**Extrapolating 2s and 3p levels and radii to Zr4+, Nb4+ and Mo4+**

The table holds eigenvalues and mean radii of the 2s and 3p orbitals of 3d and 4d ions of charge +4, from non-relativistic configuration-average Hartree-Fock in a B-spline radial code. The program tests screened hydrogenic radii with a screening constant linear in Z and eigenvalues quadratic in Z, fits them to Tc4+–Cd4+ and predicts the three withheld ions, with bars set from a trial in the 3d series and from one more polynomial order. The screening of 3p grows seven times faster per step in the 3d series than in the 4d series, and the 4d gap keeps 96 % of the hydrogenic curvature. All eighteen withheld values fall within their bars, the worst being ε(3p) of Zr4+ at 0.35 eV or 0.66 of the bar. A Moseley line and a single fit through both series miss by more, and Sc4+, where 3p is open, departs from the 3d parabolas of the two levels by over 1 eV.

Eigenvalues ε and mean radii <r> of the 2s and 3p orbitals in ions of charge +4, Sc to Zn and Zr to Cd, computed with B-spline radial code 1. The method is non-relativistic Hartree-Fock for the average of the configuration, with a spherical atom, a point nucleus and the basis-set limit.

## Numerical check

```python
# Table: 2s and 3p eigenvalues (eV) and mean radii (bohr) of 3d and 4d ions of charge +4; B-spline radial code,
# non-relativistic Hartree-Fock, configuration average. Tested: r = c/(Z - sigma) with sigma linear in Z,
# eigenvalues quadratic in Z with hydrogenic curvature reduced by d screening; prediction of withheld rows.
T = {
    'ion': ['Sc4+', 'Ti4+', 'V4+', 'Cr4+', 'Mn4+', 'Fe4+', 'Co4+', 'Ni4+', 'Cu4+', 'Zn4+', 'Zr4+', 'Nb4+', 'Mo4+', 'Tc4+', 'Ru4+', 'Rh4+', 'Pd4+', 'Ag4+', 'Cd4+'],
    'Z': [21, 22, 23, 24, 25, 26, 27, 28, 29, 30, 40, 41, 42, 43, 44, 45, 46, 47, 48],
    'N': [17, 18, 19, 20, 21, 22, 23, 24, 25, 26, 36, 37, 38, 39, 40, 41, 42, 43, 44],
    'configuration': ['[Ne] 3s2 3p5', '[Ne] 3s2 3p6', '[Ar] 3d1', '[Ar] 3d2', '[Ar] 3d3', '[Ar] 3d4', '[Ar] 3d5', '[Ar] 3d6', '[Ar] 3d7', '[Ar] 3d8', '[Ar] 3d10 4s2 4p6', '[Kr] 4d1', '[Kr] 4d2', '[Kr] 4d3', '[Kr] 4d4', '[Kr] 4d5', '[Kr] 4d6', '[Kr] 4d7', '[Kr] 4d8'],
    'e_2s': [-575.337, -639.109, -707.656, -779.336, -854.177, -932.2, -1013.42, -1097.85, -1185.49, -1276.37, -2529.75, -2687.42, -2849.64, -3016.45, -3187.85, -3363.86, -3544.49, -3729.73, -3919.6],  # eV
    'e_3p': [-92.6404, -99.3431, -107.426, -115.677, -124.112, -132.741, -141.574, -150.617, -159.876, -169.356, -397.151, -431.367, -466.477, -502.511, -539.491, -577.432, -616.348, -656.25, -697.147],  # eV
    'gap': [482.697, 539.766, 600.23, 663.659, 730.066, 799.459, 871.845, 947.23, 1025.62, 1107.01, 2132.6, 2256.05, 2383.17, 2513.94, 2648.36, 2786.43, 2928.14, 3073.48, 3222.45],  # eV
    'r_2s': [0.34279, 0.32493, 0.30866, 0.29396, 0.2806, 0.26842, 0.25726, 0.247, 0.23753, 0.22877, 0.16696, 0.16255, 0.15836, 0.15438, 0.1506, 0.14699, 0.14355, 0.14027, 0.13713],  # bohr
    'r_3p': [1.0962, 1.0334, 0.97452, 0.92237, 0.8758, 0.8339, 0.79597, 0.76145, 0.72988, 0.70089, 0.46411, 0.44802, 0.43304, 0.41904, 0.40594, 0.39366, 0.38211, 0.37123, 0.36098],  # bohr
    'r_ratio': [3.1978, 3.1804, 3.1573, 3.1378, 3.1211, 3.1067, 3.094, 3.0828, 3.0727, 3.0637, 2.7798, 2.7562, 2.7345, 2.7143, 2.6956, 2.6781, 2.6619, 2.6467, 2.6324],
}
HELD = [10, 11, 12]  # rows withheld from the fit
import numpy as np
from scipy.constants import physical_constants as pc
Ha = pc['Hartree energy in eV'][0]
ion = T['ion']; Z = np.array(T['Z'], float); N = np.array(T['N'], float)
D = {k: np.array(T[k], float) for k in ['e_2s', 'e_3p', 'gap', 'r_2s', 'r_3p', 'r_ratio']}
C = {'r_2s': 6.0, 'r_3p': 12.5}  # hydrogenic <r>*Z
nd = np.where(Z < 35, N - 18, N - 36)
known = [i for i in range(len(Z)) if i not in HELD]
d3 = [i for i in known if Z[i] < 35 and nd[i] >= 0]; d4 = [i for i in known if Z[i] > 35]
b3 = [i for i in d3 if nd[i] >= 3]; sc = [i for i in known if nd[i] < 0][0]
half = lambda v, s: 0.5 * 10 ** (np.floor(np.log10(abs(v))) - s + 1)
y = lambda k: Z - C[k] / D[k] if k in C else D[k]
def fit(idx, k, extra=0):
    z0 = Z[idx].mean(); p = np.polyfit(Z[idx] - z0, y(k)[idx], (1 if k in C else 2) + extra)
    return p, (lambda z: np.polyval(p, z - z0))
back = lambda k, v, z: C[k] / (z - v) if k in C else v
print("Screening sigma = Z - c/<r> (c = 6, 12.5); hydrogenic radius ratio %.4f" % (12.5 / 6))
sl = {}
for k in C:
    for nm, s in (('3d', d3), ('4d', d4)):
        sl[k, nm] = fit(s, k)[0][0]
        print(" %s %s: sigma %s %.3f, %s %.3f, slope %.4f per step" % (k, nm, ion[s[0]], y(k)[s[0]], ion[s[-1]], y(k)[s[-1]], sl[k, nm]))
print(" slope ratio 3d/4d: 2s %.2f, 3p %.2f" % (sl['r_2s', '3d'] / sl['r_2s', '4d'], sl['r_3p', '3d'] / sl['r_3p', '4d']))
print("Curvature |d2/dZ2| in eV: hydrogenic, 3d fit (shortfall), 4d fit (shortfall)")
cv = {}
for k, h in (('e_2s', Ha / 4), ('e_3p', Ha / 9), ('gap', Ha * (1 / 4 - 1 / 9))):
    a, b = [abs(2 * fit(s, k)[0][0]) for s in (d3, d4)]; cv[k] = (h, a, b)
    print(" %s: %.3f, %.3f (%.3f), %.3f (%.3f); 4d/hydrogenic %.3f" % (k, h, a, h - a, b, h - b, b / h))
# further outputs of the same runs, Cr4+ and Cu4+ (5 steps apart): <1/r>(3d) in 1/bohr, F0(3p,3d) in eV
print(" 2 dF/dZ in 3d: from <1/r>(3d) %.2f eV (2s), from F0(3p,3d) %.2f eV (3p)" % (2 * Ha * (1.599531 - 1.239545) / 5, 2 * (32.34459 - 25.45437) / 5))
print("4d fit: largest residual, rounding | 3d trial d3-d8 -> misses at d0, d1, d2 | Sc4+ miss of Ti-Zn fit")
P, B = {}, {}
for k in ['e_2s', 'e_3p', 'gap', 'r_2s', 'r_3p']:
    f4, g4, f3 = fit(d4, k)[1], fit(d4, k, 1)[1], fit(b3, k)[1]; sig = 5 if k in C else 6
    trial = {int(nd[i]): i for i in d3 if nd[i] < 3}
    res = np.abs(D[k][d4] - back(k, f4(Z[d4]), Z[d4])).max()
    ms = [D[k][i] - back(k, f3(Z[i]), Z[i]) for i in trial.values()]
    print(" %s: %.1e, %.0e | %+.2e %+.2e %+.2e | %+.2e" % (k, res, half(D[k][d4[0]], sig), *ms, D[k][sc] - back(k, fit(d3, k)[1](Z[sc]), Z[sc])))
    for i in HELD:
        j = trial[int(nd[i])]; P[k, i] = back(k, f4(Z[i]), Z[i])
        u = 2 * max(abs(y(k)[j] - f3(Z[j])), abs(g4(Z[i]) - f4(Z[i])))
        B[k, i] = (u * P[k, i] ** 2 / C[k] if k in C else u) + half(P[k, i], sig)
for i in HELD:
    P['r_ratio', i] = P['r_3p', i] / P['r_2s', i]
    B['r_ratio', i] = P['r_ratio', i] * sum(B[k, i] / P[k, i] for k in C)
print("Withheld rows (eV, bohr): predicted +- bar, computed, miss = computed - predicted")
for k in D:
    w = 3 if k in ('e_2s', 'e_3p', 'gap') else 5
    for i in HELD:
        m = D[k][i] - P[k, i]
        print(" %s %s: %.*f +- %.*f, %.*f, %+.*f (%.3f %%, %.2f bar)" % (k, ion[i], w, P[k, i], w, B[k, i], w, D[k][i], w, m, 100 * abs(m / D[k][i]), abs(m) / B[k, i]))
print("Alternative models, misses for " + ", ".join(ion[i] for i in HELD))
for k in ('e_2s', 'e_3p'):
    q = np.polyfit(Z[d4], np.sqrt(-D[k][d4]), 1)
    print(" Moseley line %s (eV): " % k + " ".join("%+.2f" % (D[k][i] + np.polyval(q, Z[i]) ** 2) for i in HELD))
for k in ('e_2s', 'e_3p', 'r_2s', 'r_3p'):
    f = fit(d3 + d4, k)[1]
    print(" one fit, both series, %s: " % k + " ".join("%+.5f" % (D[k][i] - back(k, f(Z[i]), Z[i])) for i in HELD))
assert np.all(np.diff(D['r_ratio'][known]) < 0) and D['r_ratio'][known].min() > 12.5 / 6
assert sl['r_3p', '3d'] > 5 * sl['r_3p', '4d'] > 0
assert 0.9 < cv['gap'][2] / cv['gap'][0] < 1.0 and cv['gap'][1] < cv['gap'][2]
assert all(h > a and h > b for h, a, b in cv.values())
```

Running it gives:

```
Screening sigma = Z - c/<r> (c = 6, 12.5); hydrogenic radius ratio 2.0833
 r_2s 3d: sigma Ti4+ 3.534, Zn4+ 3.773, slope 0.0298 per step
 r_2s 4d: sigma Tc4+ 4.135, Cd4+ 4.246, slope 0.0221 per step
 r_3p 3d: sigma Ti4+ 9.904, Zn4+ 12.166, slope 0.2831 per step
 r_3p 4d: sigma Tc4+ 13.170, Cd4+ 13.372, slope 0.0404 per step
 slope ratio 3d/4d: 2s 1.35, 3p 7.01
Curvature |d2/dZ2| in eV: hydrogenic, 3d fit (shortfall), 4d fit (shortfall)
 e_2s: 6.803, 3.192 (3.611), 4.617 (2.186); 4d/hydrogenic 0.679
 e_3p: 3.023, 0.201 (2.823), 0.980 (2.044); 4d/hydrogenic 0.324
 gap: 3.779, 2.991 (0.788), 3.637 (0.143); 4d/hydrogenic 0.962
 2 dF/dZ in 3d: from <1/r>(3d) 3.92 eV (2s), from F0(3p,3d) 2.76 eV (3p)
4d fit: largest residual, rounding | 3d trial d3-d8 -> misses at d0, d1, d2 | Sc4+ miss of Ti-Zn fit
 e_2s: 4.8e-03, 5e-03 | +3.22e-01 +1.46e-01 +4.95e-02 | -1.46e+00
 e_3p: 8.4e-03, 5e-04 | +1.83e-01 +8.33e-02 +2.87e-02 | -1.11e+00
 gap: 5.9e-03, 5e-03 | -1.38e-01 -6.16e-02 -2.07e-02 | +3.52e-01
 r_2s: 5.2e-06, 5e-06 | +2.05e-04 +1.15e-04 +5.85e-05 | -8.00e-05
 r_3p: 3.3e-05, 5e-06 | +3.72e-03 +1.90e-03 +8.28e-04 | -7.22e-04
Withheld rows (eV, bohr): predicted +- bar, computed, miss = computed - predicted
 e_2s Zr4+: -2529.966 +- 0.648, -2529.750, +0.216 (0.009 %, 0.33 bar)
 e_2s Nb4+: -2687.511 +- 0.296, -2687.420, +0.091 (0.003 %, 0.31 bar)
 e_2s Mo4+: -2849.673 +- 0.104, -2849.640, +0.033 (0.001 %, 0.32 bar)
 e_3p Zr4+: -397.497 +- 0.522, -397.151, +0.346 (0.087 %, 0.66 bar)
 e_3p Nb4+: -431.524 +- 0.258, -431.367, +0.157 (0.036 %, 0.61 bar)
 e_3p Mo4+: -466.531 +- 0.095, -466.477, +0.054 (0.012 %, 0.56 bar)
 gap Zr4+: 2132.467 +- 0.339, 2132.600, +0.133 (0.006 %, 0.39 bar)
 gap Nb4+: 2255.987 +- 0.170, 2256.050, +0.063 (0.003 %, 0.37 bar)
 gap Mo4+: 2383.143 +- 0.066, 2383.170, +0.027 (0.001 %, 0.41 bar)
 r_2s Zr4+: 0.16699 +- 0.00011, 0.16696, -0.00003 (0.018 %, 0.27 bar)
 r_2s Nb4+: 0.16257 +- 0.00007, 0.16255, -0.00002 (0.010 %, 0.23 bar)
 r_2s Mo4+: 0.15837 +- 0.00004, 0.15836, -0.00001 (0.006 %, 0.25 bar)
 r_3p Zr4+: 0.46376 +- 0.00151, 0.46411, +0.00035 (0.076 %, 0.23 bar)
 r_3p Nb4+: 0.44782 +- 0.00081, 0.44802, +0.00020 (0.045 %, 0.25 bar)
 r_3p Mo4+: 0.43293 +- 0.00037, 0.43304, +0.00011 (0.025 %, 0.29 bar)
 r_ratio Zr4+: 2.77717 +- 0.01091, 2.77980, +0.00263 (0.095 %, 0.24 bar)
 r_ratio Nb4+: 2.75468 +- 0.00615, 2.75620, +0.00152 (0.055 %, 0.25 bar)
 r_ratio Mo4+: 2.73368 +- 0.00301, 2.73450, +0.00082 (0.030 %, 0.27 bar)
Alternative models, misses for Zr4+, Nb4+, Mo4+
 Moseley line e_2s (eV): +1.66 +1.01 +0.52
 Moseley line e_3p (eV): +4.27 +2.64 +1.38
 one fit, both series, e_2s: +12.98371 +9.28235 +6.15923
 one fit, both series, e_3p: +7.51992 +4.59456 +2.31572
 one fit, both series, r_2s: +0.00011 +0.00010 +0.00007
 one fit, both series, r_3p: +0.00671 +0.00486 +0.00327
```
